### Why does each extra gigapascal squeeze titanium less?

I'm looking at these results for titanium in the omega structure. Around zero pressure the crystal loses about 0.84 % of its original volume per GPa, but between 20 and 40 GPa only 0.39 %.

Omega titanium (P6/mmm, 3 atoms per cell), relaxed under hydrostatic pressure at fixed symmetry with Ansatz 0.2.0: PBEsol, plane-wave PAW, scalar-relativistic, no spin polarisation, 420 eV cutoff, 0.1 eV Gaussian smearing. Changes are relative to the cell relaxed at zero pressure (a = 4.515 Å, c = 2.799 Å, 16.47 Å³ per atom); the energy excludes the PV term.

```
applied pressure (GPa)    k mesh  volume change (%)  a change (%)  c change (%)  energy change (meV/atom)
                    -2  12×12×14               1.73          0.58          0.55                       1.8
                     2  12×12×14              -1.62         -0.58         -0.47                       1.6
                     5  12×12×14              -3.83         -1.36         -1.16                       9.5
                    10  12×12×14              -7.08         -2.53         -2.19                      34.4
                    20  12×12×16             -12.43         -4.53         -3.93                     115.3
                    40  12×12×16             -20.29         -7.59         -6.65                     352.8
```

My first thought was that this is only bookkeeping. The percentages refer to the original volume, and a crystal that has already shrunk has less left to lose. A colleague thinks that one axis is soft and gives way first, so that the hard axis carries the load later. Is either of us right, or does the metal really get stiffer?

### Answer

The metal really gets stiffer. Your bookkeeping effect exists, but it is the smaller part.

Take your idea to its limit and let the stiffness never change. Each GPa then removes the same fraction of the volume that is left, and $V = V_0\,e^{-P/B_0}$, with $V_0$ the volume at zero pressure and $B_0$ the bulk modulus there. The volumes at −2 and 2 GPa give $B_0 \approx 119.5$ GPa. With that constant modulus, 27 GPa would be enough to reach the volume that the calculation reaches only at 40 GPa. The loss per GPa falls by a factor of 2.1 from the first step to the last; the shrunken volume supplies a factor of 1.2, and a rise of the bulk modulus supplies the other 1.8.

Your colleague's idea can be tested too. If a soft axis were being used up, the strain would move from that axis to the other as pressure rises. The a axis is indeed the softer one, but in the first step it shortens by 1.14 times as much as c, and in the last by 1.13 times as much. The steps between stay close to that ratio, and the stiffness along each axis rises by the same factor of about 1.8. The load isn't handed from one direction to the other; the whole crystal stiffens.

Why should it? One argument looks at how the energy depends on a typical length $L$ in the crystal. Confining electrons to a smaller space costs kinetic energy, which grows as $1/L^2$. The electrostatic attraction that binds them to the ions gains energy only as $1/L$. At zero pressure the two tendencies balance. The bulk modulus has the unit of energy per volume, so the kinetic cost adds to it a part that grows as $1/L^5$, while the attraction takes away a part that grows only as $1/L^4$. Compression therefore raises the modulus, and each further step is harder than the last.

With $u = L_0/L = (V_0/V)^{1/3}$, where $L_0$ is the length at zero pressure, the sum of the two terms is a parabola in $u$. Its minimum lies at $u = 1$, and its curvature is set by the bulk modulus:

$$E - E_0 = \tfrac{9}{2}\,B_0V_0\,(u-1)^2 .$$

The pressure is minus the slope of this energy with volume:

$$P = 3B_0\,(u^5 - u^4).$$

Try it on the most compressed row, which played no part in finding $B_0$. The volume there is down by 20.29 %, so $V/V_0 = 1 - 0.2029 = 0.7971$ and $u \approx 1.08$. Carrying more digits, $u^5 - u^4 \approx 0.106$, and $P \approx 3 \times 119.5 \times 0.106 \approx 38$ GPa. The applied pressure is 40 GPa, so the estimate is 5 % low, where the constant modulus was 32 % low.

The formula also tells you what to expect of a similar metal. Pressure enters only as $P/B_0$, so in this picture a metal with half the modulus reaches the same fractional compression at half the pressure. Near zero pressure the modulus should grow by about 3 GPa for each GPa applied. Here it grows by about 3.6 between the first two steps and by 2.9 between the last two, with an average of 3.1 from the first step to the last. The formula's growth slackens too, but it stays below the computed one all the way, which is why the formula falls short at 40 GPa.

The numbers settle that the crystal stiffens, but they don't prove the electron argument. An energy that is a parabola in $1/L^2$ instead misses the pressure at 40 GPa by 7 % on the high side. From 5 GPa upward the computed curve runs between the two. Titanium also has directional d bonds, and its outer core electrons may begin to overlap as the atoms move closer. The simple picture leaves out both. How far each adds to the stiffening or works against it can't be read from volumes and energies alone.

For practical work, a constant modulus is good to about 2 or 3 % in pressure at 2 GPa, but it is already 12 % low at 10 GPa. Treat the modulus itself with some care, because the PBEsol functional tends to make titanium too dense, and heat is left out. The relaxations also hold the crystal in the omega structure, so the curve gives the stiffness of that phase and not the pressure at which another would take over. The printed output below gives the stiffness for each step and compares the three pressure formulas, with $B_0$ taken only from the rows at −2 and 2 GPa.

Output of the analysis:

```
Steps from the row before:
  row  volume lost in % of original per GPa  bulk modulus in GPa  stiffness along a in GPa  stiffness along c in GPa  strain of a over strain of c
    2                                0.8375                119.5                     344.8                     392.3                         1.138
    5                                0.7367                  132                     380.9                     431.2                         1.132
   10                                  0.65                145.4                       419                     477.3                         1.139
   20                                 0.535                168.6                     482.3                     557.1                         1.155
   40                                 0.393                212.7                     613.9                     696.3                         1.134
Pressure in GPa that each model needs for the computed volume:
  row  applied  constant modulus  parabola in 1/L  parabola in 1/L squared
   -2       -2            -2.049           -1.997                    -1.98
    2        2             1.951            1.999                    2.016
    5        5             4.665            4.947                    5.044
   10       10             8.772            9.794                    10.16
   20       20             15.86            19.35                    20.68
   40       40             27.09            38.08                    42.68
Energy change in meV per atom:
  row  computed  parabola in 1/L  parabola in 1/L squared
   -2       1.8            1.796                    1.786
    2       1.6            1.647                    1.656
    5       9.5            9.488                    9.613
   10      34.4            33.93                    34.78
   20     115.3            113.1                    118.3
   40     352.8            340.8                      368
Volume lost per GPa, first step over last step: 2.131
Bulk modulus, last step over first step: 1.78
Remaining factor, from the smaller volume alone: 1.197
Share of the decline due to the smaller volume, on a log scale, in %: 23.77
Stiffness along a, last step over first step: 1.78
Stiffness along c, last step over first step: 1.775
Mean gain of bulk modulus in GPa per GPa, between middles of first and last step: 3.107
Miss of constant modulus in pressure at 40 GPa in %: -32.28
Miss of parabola in 1/L in pressure at 40 GPa in %: -4.812
Miss of parabola in 1/L squared in pressure at 40 GPa in %: 6.693
Miss of parabola in 1/L in energy at 40 GPa in %: -3.412
Miss of parabola in 1/L squared in energy at 40 GPa in %: 4.321
```
